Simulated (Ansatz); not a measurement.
Strength of the C–Al bond: C3H9AlO2 → C3H7 + Al(OH)2

Species: C3H9AlO2 `C[CH](C)[Al]([OH])[OH]`, singlet; C3H7 `C[CH]C`, doublet; Al(OH)2, doublet. 

Shapes, held fixed at every level: PBE0-D4/def2-TZVP. Flexible molecules stand in one conformer, not always the lowest. Programs: Ansatz 0.2.0. Electronic energies: no zero-point or thermal term.

```json
{"level": "HF/def2-TZVPP", "kind": "Hartree–Fock", "ΔE (kJ/mol)": "+202.6", "less CCSD(T)/CBS estimate": "-121.7"}
{"level": "PBE0-D4/def2-TZVPP", "kind": "global hybrid", "ΔE (kJ/mol)": "+299.4", "less CCSD(T)/CBS estimate": "-24.9"}
{"level": "wB97X-V/def2-TZVPP", "kind": "range-separated hybrid", "ΔE (kJ/mol)": "+321.7", "less CCSD(T)/CBS estimate": "-2.6"}
{"level": "MP2/def2-TZVPP", "kind": "perturbation theory", "ΔE (kJ/mol)": "+326.6", "less CCSD(T)/CBS estimate": "+2.3"}
{"level": "CCSD(T)/def2-TZVPP", "kind": "coupled cluster or CI", "ΔE (kJ/mol)": "+316.4", "less CCSD(T)/CBS estimate": "-7.9"}
{"level": "CCSD/def2-TZVPP", "kind": "coupled cluster or CI", "ΔE (kJ/mol)": "+307.8", "less CCSD(T)/CBS estimate": "-16.5"}
{"level": "CCSD(T)/CBS estimate", "kind": "coupled cluster or CI", "ΔE (kJ/mol)": "+324.3", "less CCSD(T)/CBS estimate": "0.0"}
```

The highest level, CCSD(T)/CBS estimate, gives ΔE = +324.3 kJ/mol; the levels span +202.6 to +326.6. The column of differences is taken from that level and isn't an error. Hartree–Fock misses the correlation of the pair that is broken and comes out low. No measured value is set beside it here. Open shells run unrestricted unless RO is named. The CBS estimate extrapolates MP2 from def2-TZVPP and def2-QZVPP and adds CCSD(T) − MP2 in the triple-zeta set, cores frozen.

The C–Al bond is strong towards homolysis, at +324.3 kJ/mol at the highest level. Its σ pair is polarised towards the more electronegative carbon, and this ionic contribution is lost when the electrons are shared out between two neutral radicals. Hyperconjugation stabilises the secondary alkyl radical, while Al(OH)2 is left with formally divalent aluminium and an unpaired electron in a σ-type orbital rich in 3s character.

Connected triples strengthen the bond, as the step from CCSD to CCSD(T) in the same basis shows, and enlarging the basis strengthens it further. The closeness of triple-zeta MP2 to the extrapolated value is therefore a cancellation: MP2 overbinds relative to CCSD(T) in the same basis, which offsets the incomplete basis. PBE0-D4 gives a weaker bond than wB97X-V, probably in part because the two treat medium-range correlation and exchange differently. The homolysis energy says little about how readily the bond is protonolysed, since that polar route avoids forming free radicals.
